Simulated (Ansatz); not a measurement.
# SnSe: the change of pressure with volume per atom

Periodic Kohn-Sham DFT of a crystal at fixed atoms; pressure and stress are positive in compression; the energy is the free energy less that of spherical unpolarised free atoms; site moments are those in the method's own spheres, positive along +z. The results are calculated, by Ansatz 0.2.0.

Cell of the first row (space group Fm-3m, No. 225):
```
cell vectors (Å)
   0.0000     2.9486     2.9486
   2.9486     0.0000     2.9486
   2.9486     2.9486     0.0000
atoms (fractions of the cell vectors)
Sn  0.00000  0.00000  0.00000
Se  0.50000  0.50000  0.50000
```

Settings of every row: method all-electron PAW; functional LDA; relativity scalar; k mesh 9x9x9; filling fermi-dirac; smearing width 0.02 eV; nucleus gaussian.

Atom start moment: 0 on all atoms.

Limits of some rows: small gap, it may come from the mesh (row 5).

| row | volume per atom (Å³) | pressure (GPa) |
| --- | --- | --- |
| 1 | 25.635 | -0.005 |
| 2 | 26.18 | ? |
| 3 | 26.725 | -2.288 |
| 4 | 26.998 | -2.782 |
| 5 | 27.271 | -3.25 |
| 6 | 27.544 | -3.692 |
| 7 | 27.816 | -4.109 |
| 8 | 28.362 | -4.875 |
| 9 | 28.907 | -5.558 |

Question: what pressure should row 2 give?

Worked fit of pressure. Take u = (V_r/V)^(2/3) − 1 with V_r = 27.407 Å³ an atom, which is twice the finite (Eulerian) strain; such expansions in the strain, on which the Birch-Murnaghan equation of state is built, carry the rest volume and the bulk modulus. The shown rows have u = 0.04557, 0.01694, 0.01007, 0.00332, -0.00332, -0.00983, -0.02258, -0.0349. Least squares give pressure = −3.4734 + 66.547 × u + 201.66 × u² + 181 × u³ GPa; a parabola predicts inner rows, each left out in turn, worse (root mean square 0.0028 against 0.00086 GPa). The rows lie off it by 0.000, -0.001, 0.001, 0.000, 0.000, -0.001, 0.000, 0.000. The withheld row has u = 0.03101, so the fit gives −3.4734 + 66.547 × (0.03101) + 201.66 × (0.03101)² + 181 × (0.03101)³ = -1.210 GPa.

The calculation gave -1.21 GPa. The fit meets it to the printed digit.
